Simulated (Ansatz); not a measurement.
A series in volume scale on LiPb3

All results are calculated (Ansatz 0.2.0). Free energy against uniform scaling of the volume at fixed shape and fractions; periodic cell, basis, potentials, k mesh and filling as listed.

The cell before it is scaled or strained (space group I4/mmm, No. 139):
```
CELL_PARAMETERS angstrom
-2.39810 2.39810 4.90680
2.39810 -2.39810 4.90680
2.39810 2.39810 -4.90680
ATOMIC_POSITIONS crystal
Li 0.00000 0.00000 0.00000
Pb 0.75000 0.25000 0.50000
Pb 0.25000 0.75000 0.50000
Pb 0.50000 0.50000 0.00000
```

Settings of every row: functional r2SCAN; dispersion none; potentials PAW; wave cutoff 600 eV; density cutoff 2400 eV; k mesh 7x7x7; k shift 0x0x0; occupations fermi dirac; smearing width 0.1 eV; spin none.

Limits: coarse k mesh, up to 40 meV an atom off; no spin-orbit coupling, which can matter with elements this heavy; the cell comes from a prototype or a list of computed structures and needn't be the stable phase.

| row | volume scale | V (Å³/atom) | energy above lowest point (meV/atom) |
| --- | --- | --- | --- |
| 1 | 0.9406 | 26.542 | ? |
| 2 | 0.9703 | 27.38 | 1.5 |
| 3 | 1 | 28.218 | 0 |
| 4 | 1.0297 | 29.057 | 4.4 |
| 5 | 1.0594 | 29.895 | 13.7 |

Question: what energy above lowest point should row 1 give?

Worked fit of energy above lowest point. Take u = (V_r/V)^(2/3) − 1 with V_r = 28.637 Å³ an atom, which is twice the finite (Eulerian) strain; such expansions in the strain, on which the Birch-Murnaghan equation of state is built, carry the rest volume and the bulk modulus. The shown rows have u = 0.03038, 0.00987, -0.00966, -0.02825. Least squares give energy above lowest point = 1.52 − 224 × u + 7340 × u² meV/atom; a straight line predicts inner rows, each left out in turn, worse (root mean square 4 against 0.061 meV/atom). All shown rows lie on it to the printed digit. The withheld row has u = 0.05195, so the fit gives 1.52 − 224 × (0.05195) + 7340 × (0.05195)² = 9.7 meV/atom.

The calculation gave 9.9 meV/atom. The fit lies 0.2 meV/atom (1.5 % of the column's range) below it; its largest miss of a shown row is 0.0 meV/atom. This row lies beyond the range of the fit.
